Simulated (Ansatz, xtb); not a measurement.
## Two isomers of C3H7BN2

We compare X, `CC#CB(N)N`, a singlet, with Y, `C#CB(N)NC`, a singlet. Both are isolated molecules in the gas phase, relaxed with B3LYP-D3(BJ)/def2-SVP; the shapes shown needn't be the lowest conformers.

X (Å):

```yaml
atoms:
  - { symbol: C, position_ang: [-4.3214, -0.2544, -0.2240] }
  - { symbol: C, position_ang: [-2.8745, -0.0789, -0.1826] }
  - { symbol: C, position_ang: [-1.6651, 0.0664, -0.1478] }
  - { symbol: B, position_ang: [-0.1292, 0.2509, -0.1038] }
  - { symbol: N, position_ang: [0.4324, 1.4517, -0.6082] }
  - { symbol: N, position_ang: [0.6710, -0.7865, 0.4395] }
  - { symbol: H, position_ang: [-4.6047, -1.0768, -0.9023] }
  - { symbol: H, position_ang: [-4.8293, 0.6584, -0.5772] }
  - { symbol: H, position_ang: [-4.7242, -0.4952, 0.7741] }
  - { symbol: H, position_ang: [1.4237, 1.6537, -0.6180] }
  - { symbol: H, position_ang: [-0.1419, 2.1876, -0.9946] }
  - { symbol: H, position_ang: [1.6798, -0.7485, 0.5066] }
  - { symbol: H, position_ang: [0.2662, -1.6402, 0.7973] }
```

Y (Å):

```xyz
13

C    -2.7216   -0.3965   -1.7630
C    -1.7636   -0.6159   -1.0448
C     1.9828   -0.5997    0.1484
B    -0.5412   -0.8921   -0.1308
N    -0.7390   -1.5814    1.0908
N     0.7343   -0.4462   -0.5610
H    -3.5669   -0.2032   -2.3967
H    -1.6480   -1.9259    1.3664
H    -0.0067   -1.7669    1.7629
H     0.7843    0.1005   -1.4111
H     1.9985   -1.5511    0.7061
H     2.8354   -0.6294   -0.5493
H     2.1800    0.2123    0.8765
```

Quicker runs give these differences E(Y) − E(X): GFN2-xTB +8.4 kcal/mol; HF/STO-3G +9.6 kcal/mol (at GFN2-xTB geometries); r2SCAN-D4/def2-SVP +14.0 kcal/mol (at GFN2-xTB geometries).

Q: Estimate E(Y) − E(X) at the level CCSD(T)/def2-SVP + ΔMP2/def2-TZVPP.

A: Calculated at CCSD(T)/def2-SVP + ΔMP2/def2-TZVPP: E(Y) − E(X) = +12.7 kcal/mol, so structure X lies lower.

How the difference moves with the method:

| level | geometry | E(Y) − E(X) (kcal/mol) | departure from the last row (kcal/mol) | job, with rough time for the two |
| --- | --- | --- | --- | --- |
| GFN2-xTB | GFN2-xTB | +8.4 | −4.3 | optimisation, 0.62 s |
| HF/STO-3G | GFN2-xTB | +9.6 | −3.1 | single point, 0.59 s |
| r2SCAN-D4/def2-SVP | GFN2-xTB | +14.0 | +1.3 | single point, 4.6 s |
| B3LYP-D3(BJ)/def2-SVP | B3LYP-D3(BJ)/def2-SVP | +12.4 | −0.3 | optimisation, 1.7 min |
| HF/def2-SVP | B3LYP-D3(BJ)/def2-SVP | +13.5 | +0.8 | part of the CCSD(T) run |
| MP2/def2-SVP | B3LYP-D3(BJ)/def2-SVP | +12.9 | +0.1 | part of the CCSD(T) run |
| CCSD(T)/def2-SVP | B3LYP-D3(BJ)/def2-SVP | +11.8 | −1.0 | single point |
| CCSD(T)/def2-SVP + ΔMP2/def2-TZVPP | B3LYP-D3(BJ)/def2-SVP | +12.7 |  | single point, 63 s |

As drawn, Y has 1 C–N, 1 C–H in place of 1 C–C, 1 N–H.

The levels shown agree on the order. The largest departure from CCSD(T)/def2-SVP + ΔMP2/def2-TZVPP is that of GFN2-xTB, 4.3 kcal/mol. A small imaginary or near-zero mode remains, so no thermal terms are given. The last row adds to CCSD(T) the change of the MP2 difference between the two basis sets, here +1.0 kcal/mol.

The correlated steps freeze 6 core orbitals. Programs: Ansatz 0.2.0, xtb 6.7.1; the last row on 2 threads of Intel(R) Xeon(R) Processor @ 2.70GHz on a shared host.

Moving the methyl group from the alkyne terminus to nitrogen costs 12.7 kcal/mol, so the propynyl isomer X is clearly favoured over the N-methyl isomer Y. Both keep the triple bond and the diaminoboryl unit, in which the nitrogen lone pairs donate into the empty boron p orbital. The B–N distances are nearly the same in the two structures, which suggests that this π bonding contributes little to the gap.

The preference more likely comes from where the methyl group sits. X keeps a strong, polar N–H bond and gains a short C(sp)–C(sp³) bond, with hyperconjugation from the methyl group into the alkyne π system. Y's strong acetylenic C–H bond only partly offsets the weaker N–C bond. Hartree–Fock in the def2-SVP basis already gives +13.5 kcal/mol, so the ordering doesn't depend on electron correlation. The energy difference says nothing about how readily the isomers interconvert, which would require breaking strong σ bonds.
